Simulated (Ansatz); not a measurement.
# A series in volume scale on CdS

Free energy against uniform scaling of the volume at fixed shape and fractions; periodic cell, basis, potentials, k mesh and filling as listed. The results are calculated, by Ansatz 0.2.0.

The cell before it is scaled or strained (space group F-43m, No. 216):
```
cell vectors (Å)
   0.0000     2.9165     2.9165
   2.9165     0.0000     2.9165
   2.9165     2.9165     0.0000
atoms (fractions of the cell vectors)
Cd  0.00000  0.00000  0.00000
S   0.25000  0.25000  0.25000
```

Settings of every row: functional PBE; dispersion D3(BJ); potentials PAW; wave cutoff 550 eV; density cutoff 2200 eV; k mesh 6x6x6; k shift 0x0x0; occupations cold; smearing width 0.1 eV; spin none.

```csv
row,volume scale,V (Å³/atom),energy above lowest point (meV/atom),pressure (GPa)
1,0.9,22.327,67.7,8.89
2,0.925,22.947,38.3,6.37
3,0.95,23.567,?,?
4,0.975,24.187,5.5,2.28
5,1,24.808,0,0.62
6,1.025,25.428,0.5,-0.82
7,1.05,26.048,6.1,-2.08
8,1.075,26.668,16.3,-3.17
9,1.1,27.288,30.5,-4.12
```

Question: what energy above lowest point and pressure should row 3 give?

Worked fit of energy above lowest point. Take u = (V_r/V)^(2/3) − 1 with V_r = 25.118 Å³ an atom, which is twice the finite (Eulerian) strain; such expansions in the strain, on which the Birch-Murnaghan equation of state is built, carry the rest volume and the bulk modulus. The shown rows have u = 0.08169, 0.06212, 0.0255, 0.00831, -0.00814, -0.02395, -0.03913, -0.05374. Least squares give energy above lowest point = −0.47 − 29.6 × u + 10332 × u² + 3035 × u³ meV/atom; a parabola predicts inner rows, each left out in turn, worse (root mean square 0.23 against 0.049 meV/atom). All shown rows lie on it to the printed digit. Its lowest point lies at u = 0.0014, or V = 25.06 Å³ an atom, and the curvature there gives the bulk modulus at fixed shape and fractions, B = (4/9)(1 + u)² E″(u)/V = 58.9 GPa. The withheld row has u = 0.04341, so the fit gives −0.47 − 29.6 × (0.04341) + 10332 × (0.04341)² + 3035 × (0.04341)³ = 18.0 meV/atom.

The calculation gave 17.9 meV/atom. The fit lies 0.1 meV/atom (0.15 % of the column's range) above it, one unit of the last digit.

Worked fit of pressure. Take u = (V_r/V)^(2/3) − 1 with V_r = 25.118 Å³ an atom, which is twice the finite (Eulerian) strain; such expansions in the strain, on which the Birch-Murnaghan equation of state is built, carry the rest volume and the bulk modulus. The shown rows have u = 0.08169, 0.06212, 0.0255, 0.00831, -0.00814, -0.02395, -0.03913, -0.05374. Least squares give pressure = −0.126 + 87.56 × u + 259.2 × u² + 245 × u³ GPa; a parabola predicts inner rows, each left out in turn, worse (root mean square 0.018 against 0.0024 GPa). All shown rows lie on it to the printed digit. The pressure vanishes at u = 0.0014, or V = 25.06 Å³ an atom, and there the bulk modulus at fixed shape and fractions is B = −V dP/dV = (2/3)(1 + u) dP/du = 59 GPa. The withheld row has u = 0.04341, so the fit gives −0.126 + 87.56 × (0.04341) + 259.2 × (0.04341)² + 245 × (0.04341)³ = 4.18 GPa.

The calculation gave 4.18 GPa. The fit meets it to the printed digit.
